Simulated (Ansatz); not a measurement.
# Exchange couplings and mean-field ordering temperature of ferromagnetic MnO₂ (R-3m) against the Hubbard U in PBEsol+U

The usual rule of thumb says that superexchange goes as t²/U, so that a larger Hubbard U should weaken the couplings and lower the ordering temperature. I put this to the test on layered MnO₂, with the atoms fixed and U on the Mn d shell raised from 0 to 6 eV. The question matters for the search for magnetic insulators that stay ferromagnetic at useful temperatures, because a predicted ordering temperature may owe much to the chosen U. The couplings are calculated about the ferromagnetic state; positive J favours parallel moments. I compare them with the PBEsol run at U = 0, and the table holds no measured ordering temperature to choose among the values of U.

## Set-up

One crystal, MnO2 (R-3m), in a magnetic cell of 3 atom(s), 1 counted as magnetic (Mn), from cells of the Materials Project database (relaxed there by DFT); atoms are fixed. Ansatz 0.2.0, plane waves with the earlier PAW datasets of its set soft_1, cutoff 420 eV, collinear spins without spin-orbit coupling, Fermi-Dirac smearing of 0.05 eV. The k mesh is 12×12×12 and the sums for the couplings run over 12×12×12. Functional: PBEsol. Every run keeps the ferromagnetic pattern of signs of the first run. The couplings are taken at constrained moments: the directions are held and the rest of the density and field relaxes in linear response. Runs that did not converge or carry a known fault are not listed. The same in all rows: net spin moment of the cell per magnetic atom: 3.00 μB.

Notes on method and selection:

- J is defined by E = -sum over ordered pairs (each pair twice) of J e_i.e_j with unit vectors e, a classical Heisenberg model without biquadratic or multi-spin terms, so J > 0 favours parallel moments and the moment's size is inside J.
- All temperatures are for classical unit spins; for spin S a quantum mean-field treatment is higher by (S+1)/S. Mean field neglects fluctuations and lies above the Tyablikov (random-phase) and Monte Carlo values.
- The state is the lowest of a few collinear starts at U = 4 eV, and the runs at other U keep its ferromagnetic pattern without such a comparison of their own; it need not be the true ground state. Spin-orbit coupling is left out.
- The mean-field temperature is left blank where it belongs to another wavevector than in the first run.
- Ansatz's own search for a lower self-consistent state was switched off in these runs, so a run may rest in a state that is not the lowest for its pattern of moments.
- Where several measured values exist, one near their median is shown, and none where they scatter widely or belong to another phase or kind of order.
- The shells shown are the strongest of the first run whose pairs agree within a shell.
- For crystals with 4f or 5f elements only couplings at constrained moments are used, since rigid ones can be several times too large.
- Runs that did not converge, have known faults or may not be shown are not listed, and runs on Ansatz's PAW sets soft_1 and soft_2 are kept to separate tables.

Columns:

- U (eV): effective Hubbard U (Dudarev, U - J) on the d shell of Mn.
- moment (μB): largest spin moment inside an atomic sphere.
- gap on mesh (eV): band gap on the run's k mesh by the count of bands (negative: bands overlap, a metal).
- J at 2.86 Å (meV): mean J of the Mn–Mn pairs that lie 2.86 Å apart in the first cell (6 such neighbours an atom).
- J at 5.71 Å (meV): mean J of the Mn–Mn pairs that lie 5.71 Å apart in the first cell (6 such neighbours an atom).
- mean-field T (K): mean-field ordering temperature, 2/(3 kB) times the largest J(q) over wavevectors and sublattice modes.

Input lines of one member:

```
magnetization:
  spin_polarized: true
kpoints:
  mp_grid: { grid: [12, 12, 12] }
  band_path:
    path:
      - [0.0, 0.0, 0.0]
      - [0.5, 0.5, 0.5]
      - [0.8117542938, 0.1882457062, 0.5]
      - [0.5, -0.1882457062, 0.1882457062]
      - [0.5, 0.0, 0.0]
      - [0.0, 0.0, 0.0]
      - [0.3441228531, -0.3441228531, 0.0]
    npoints: 11
hamiltonian:
  xc: pbesol
  hubbard:
    sites: [{ species: Mn, l: d, u_eff: 4.0, starting_ns: occupation_matrices }]
    projectors: ortho-atomic
  pseudopotentials: { kind: paw, azcp: { folder: soft_1 }, xc_functional: pbe }
scf:
  occupations: { method: fermi_dirac, width: 0.05 }
  lower_state_search: "off"
output:
  write_bands: true
  eigenstates:
    nscf_kmesh: { grid: [12, 12, 12] }
    top_band: c28
    exchange_couplings: { magnetic: [{ species: Mn }] }
```

Command (options for logging and memory left out): `ansatz run input.yaml`

## Computed values

```
member  U (eV)  moment (μB)  gap on mesh (eV)  J at 2.86 Å (meV)  J at 5.71 Å (meV)  mean-field T (K)  remark
+0 eV   0       2.49         0.76              −1.20              −1.708             –                 its own couplings prefer another order, at q = (0, 0.33, −0.33) of this cell, to which the mean-field value belongs
+2 eV   2       2.62         1.84              3.82               −1.001             –                 its own couplings prefer another order, at q = (−0.5, −0.5, −0.5) of this cell, to which the mean-field value belongs
+3 eV   3       ?            1.90              ?                  ?                  ?
+4 eV   4       2.77         1.89              7.19               −0.658             310               no Tyablikov value for a numerical reason (the zone average or the interpolation did not settle), not for instability
+5 eV   5       2.85         1.72              8.92               −0.555             397               no Tyablikov value for a numerical reason (the zone average or the interpolation did not settle), not for instability
+6 eV   6       2.94         1.54              10.84              −0.485             492               no Tyablikov value for a numerical reason (the zone average or the interpolation did not settle), not for instability
```

Cells marked ? are withheld until the estimate has been made.

Least-squares fits to the members shown, with x = U (eV); R² and errors in the fitted variable (y, or ln y where the fit is in ln y):

```
y                  members  fit                                 R²    rms residual  leave-one-out rms  the same for the mean of the others
J at 2.86 Å (meV)  5        y = −1.082 + 2.452 x − 0.08267 x²   1.00  0.22          1.0                5.3
J at 5.71 Å (meV)  5        y = −1.696 + 0.3973 x − 0.03309 x²  1.00  0.022         0.10               0.56
```

## What drives the series

The rule gives the right direction for one shell, though not a strict 1/U law, and fails for the other. The coupling at 5.71 Å is antiferromagnetic in every row shown, and its size falls from 1.708 to 0.485 meV between U = 0 and 6 eV. The coupling at 2.86 Å changes sign and climbs from −1.20 to 10.84 meV.

I read the nearest-neighbour coupling as a sum of two opposed parts. Mn⁴⁺ has three t2g electrons, and across the shared octahedral edge their direct overlap gives an antiferromagnetic term of the form −t²/U, which U suppresses. The nearly 90° path through oxygen, which involves the empty e_g orbitals, is ferromagnetic and remains. The fading of the direct term would account for the steep start, (3.82 + 1.20) / 2 = 2.51 meV per eV.

Loss of the direct term alone should make the curve level off, yet the slope is still (10.84 − 7.19) / 2 = 1.83 meV per eV between 4 and 6 eV. A growing oxygen contribution is a possible reason: the oxygen moments turn antiparallel to Mn and grow with U, and two Mn neighbours that polarise the same oxygen alike gain by being parallel.

The preferred order follows the signs. At U = 0 both couplings are negative, and the wavevector is that of 120° order in the triangular layer. At 2 eV the layers are ferromagnetic but stacked antiparallel, so weak couplings between layers decide the order.

From 4 to 6 eV the mean-field temperature rises by (492 − 310) / 2 = 91 K per eV. With six neighbours in each shell, T = 2 × 6 × (J at 2.86 Å + J at 5.71 Å) / (3 kB), where kB = 0.0862 meV/K. At 4 eV this gives 12 × (7.19 − 0.658) / (3 × 0.0862) = 303 K, close to the full 310 K. These are classical mean-field values, and fluctuations would lower them, strongly so if the layers are weakly coupled.

## Estimating the withheld member

Plain estimates from the members shown:

- +3 eV, fit at x = 3: 5.53 meV
- +3 eV, straight-line interpolation between +2 eV and +4 eV: w = (3 − 2) / (4 − 2) = 0.500, so 3.82 + 0.500 × (7.19 − 3.82) = 5.50 meV

The missing run lies midway between two shown ones, and its gap of 1.90 eV is close to those of both neighbours, so I see no sign of a different electronic state. The straight line gives 5.50 meV, but it ignores the bend. The slope drops from 2.51 meV per eV between 0 and 2 eV to (7.19 − 3.82) / 2 = 1.69 meV per eV between 2 and 4 eV, as expected if the antiferromagnetic direct term fades fastest at small U. The value should therefore lie somewhat above the line.

To include the bend I take the cubic through the evenly spaced runs at 0, 2, 4 and 6 eV. At its midpoint it gives [9 × (3.82 + 7.19) − (−1.20 + 10.84)] / 16 = 5.59 meV, a shift of +0.09 meV from the straight line.

The run at 5 eV was not used, so it can serve as a trial. The same cubic gives there (−1.20 − 5 × 3.82 + 15 × 7.19 + 5 × 10.84) / 16 = 8.86 meV, against 8.92 meV in the table. The miss is 0.06 meV, while the straight line between 4 and 6 eV misses by about 0.10 meV. I take the cubic's miss as one standard deviation, though a single trial fixes it only roughly.

**Committed estimate, +3 eV: J at 2.86 Å = 5.59 ± 0.06 meV.**

## How the estimate fared

```
member  U (eV)  moment (μB)  gap on mesh (eV)  J at 2.86 Å (meV)  J at 5.71 Å (meV)  mean-field T (K)  remark
+3 eV   3       2.69         1.90              5.54               −0.802             226               no Tyablikov value for a numerical reason (the zone average or the interpolation did not settle), not for instability
```

```
member  estimate       J at 2.86 Å (meV)  computed  estimate − computed  miss in error bars
+3 eV   committed      5.59               5.54      +0.05                0.8
+3 eV   fit            5.53               5.54      −0.01
+3 eV   interpolation  5.50               5.54      −0.04
```

The computed coupling at 3 eV is 5.54 meV. My 5.59 ± 0.06 meV is too high by 0.05 meV, which is inside the error bar but slightly worse than the straight line (0.04 meV too low) and the quadratic fit (0.01 meV too low).

The sign of my correction was right, since the value does lie above the straight line. Its size was more than twice what was needed, because the cubic carried too much of the strong bend near U = 0 into the interval from 2 to 4 eV.

The new row shows where the bend ends. The coupling rises by 5.54 − 3.82 = 1.72 meV from 2 to 3 eV, by 7.19 − 5.54 = 1.65 meV from 3 to 4 eV, and by 10.84 − 8.92 = 1.92 meV from 5 to 6 eV. A fading antiferromagnetic term can account for the early flattening, but the later steepening needs a ferromagnetic part that grows with U. Polarisation of the oxygen atoms remains a plausible source of that part, though the couplings alone do not identify it.

## Members off the line

Least-squares fits to the whole series, with x = U (eV); R² and errors in the fitted variable (y, or ln y where the fit is in ln y):

```
y                  members  fit                                 R²    rms residual  leave-one-out rms  the same for the mean of the others
J at 2.86 Å (meV)  6        y = −1.083 + 2.455 x − 0.08321 x²   1.00  0.20          0.91               4.6
J at 5.71 Å (meV)  6        y = −1.696 + 0.3974 x − 0.03310 x²  1.00  0.020         0.091              0.49
```

Largest departures from the fit to the whole series:

```
member  J at 2.86 Å (meV)  fit    computed − fit  in rms residuals
+2 eV   3.82               3.49   +0.33           1.6
+4 eV   7.19               7.41   −0.22           1.1
+5 eV   8.92               9.11   −0.19           1.0
+6 eV   10.84              10.65  +0.19           0.9
```

No run stands far apart; the largest departure, at 2 eV, is 1.6 rms residuals. The departures nevertheless have a pattern that I put down to the form of the fit. The computed coupling lies above the quadratic at 2 eV (+0.33 meV), below it at 4 and 5 eV (−0.22 and −0.19 meV), and above it again at 6 eV (+0.19 meV). A quadratic has one sense of curvature, whereas the computed slope first falls and then rises, so these signs are what such a fit must leave behind.

## What to take away

For the net nearest-neighbour coupling the rule of thumb fails: a larger U makes it more ferromagnetic, even if its antiferromagnetic part does weaken as the rule says. Of the runs shown, those from 3 eV upward prefer ferromagnetic order by their own couplings, while those at 0 and 2 eV do not.

At 3, 4 and 5 eV, a straight line between the runs 1 eV to either side reproduces this coupling to about 0.1 meV. The bend below 2 eV calls for closer spacing.

Between 3 and 6 eV the mean-field temperature rises by (492 − 226) / 3 = 89 K per eV, so a choice of U uncertain by 1 eV shifts the 310 K found at 4 eV by 89 / 310 = 29 %.

Quantum spins with S = 3/2 would multiply the mean-field values by (S + 1) / S, which adds 310 / 1.5 = 207 K at 4 eV. This is of the same order as the spread of 492 − 226 = 266 K between 3 and 6 eV. Fluctuations act the other way, by an amount that mean field cannot give.

[Logs are printed without paths, hosts, clocks, repeated set-up lines and the standing remarks that a program may print on its own settings, such as how far it seeks lower states.]
